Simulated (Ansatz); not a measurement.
# A series in volume per atom on CeO2

Equation of state of a cubic crystal from periodic Kohn-Sham density functional theory without spin; pressure corrected for the finite basis. The results are calculated, by Ansatz 0.2.0 development build.

Cell of the first row (space group Fm-3m, No. 225):
```
cell vectors (Å)
   0.0000     2.6574     2.6574
   2.6574     0.0000     2.6574
   2.6574     2.6574     0.0000
atoms (fractions of the cell vectors)
Ce  0.00000  0.00000  0.00000
O   0.25000  0.25000  0.25000
O   0.75000  0.75000  0.75000
```

Settings of every row: formula CeO2; structure type fluorite; functional r2SCAN; spin treatment none; k mesh 11x11x11; occupation method fermi-dirac; occupation width 0.1 eV; wave cutoff 700 eV; datasets hard PAW; density cutoff ratio 4; xc grid level 2.

Limits: pseudopotentials made with PBE, not this functional; the SCF threshold is loose for a stress in some rows.

| row | volume per atom (Å³) | energy above lowest point (meV/atom) | pressure (GPa) |
| --- | --- | --- | --- |
| 1 | 12.51 | 39.88 | 15.358 |
| 2 | 12.918 | 10.88 | 7.638 |
| 3 | 13.326 | 0 | 1.086 |
| 4 | 13.734 | ? | ? |
| 5 | 14.142 | 22.06 | -9.184 |

Question: what energy above lowest point and pressure should row 4 give?

Worked fit of energy above lowest point. Take u = (V_r/V)^(2/3) − 1 with V_r = 13.122 Å³ an atom, which is twice the finite (Eulerian) strain; such expansions in the strain, on which the Birch-Murnaghan equation of state is built, carry the rest volume and the bulk modulus. The shown rows have u = 0.03235, 0.0105, -0.01023, -0.04868. Least squares give energy above lowest point = 3.37 + 524.33 × u + 18661.4 × u² meV/atom; a straight line predicts inner rows, each left out in turn, worse (root mean square 19 against 0.11 meV/atom). The rows lie off it by 0.02, -0.05, 0.04, -0.01 (root mean square 0.034 meV/atom). Its lowest point lies at u = -0.0140, or V = 13.4 Å³ an atom, and the curvature there gives the bulk modulus at fixed shape and fractions, B = (4/9)(1 + u)² E″(u)/V = 193 GPa. The withheld row has u = -0.02993, so the fit gives 3.37 + 524.33 × (-0.02993) + 18661.4 × (-0.02993)² = 4.39 meV/atom.

The calculation gave 4.51 meV/atom. The fit lies 0.12 meV/atom (2.7 % of the value, 0.3 % of the column's range) below it; its largest miss of a shown row is 0.05 meV/atom.

Worked fit of pressure. Take u = (V_r/V)^(2/3) − 1 with V_r = 13.122 Å³ an atom, which is twice the finite (Eulerian) strain; such expansions in the strain, on which the Birch-Murnaghan equation of state is built, carry the rest volume and the bulk modulus. The shown rows have u = 0.03235, 0.0105, -0.01023, -0.04868. Least squares give pressure = 4.2295 + 316.603 × u + 843.98 × u² GPa; a straight line predicts inner rows, each left out in turn, worse (root mean square 0.87 against 0.018 GPa). The rows lie off it by 0.003, -0.009, 0.007, -0.001 (root mean square 0.0059 GPa). The pressure vanishes at u = -0.0139, or V = 13.4 Å³ an atom, and there the bulk modulus at fixed shape and fractions is B = −V dP/dV = (2/3)(1 + u) dP/du = 193 GPa. The withheld row has u = -0.02993, so the fit gives 4.2295 + 316.603 × (-0.02993) + 843.98 × (-0.02993)² = -4.490 GPa.

The calculation gave -4.472 GPa. The fit lies 0.018 GPa (0.073 % of the column's range) below it; its largest miss of a shown row is 0.009 GPa.
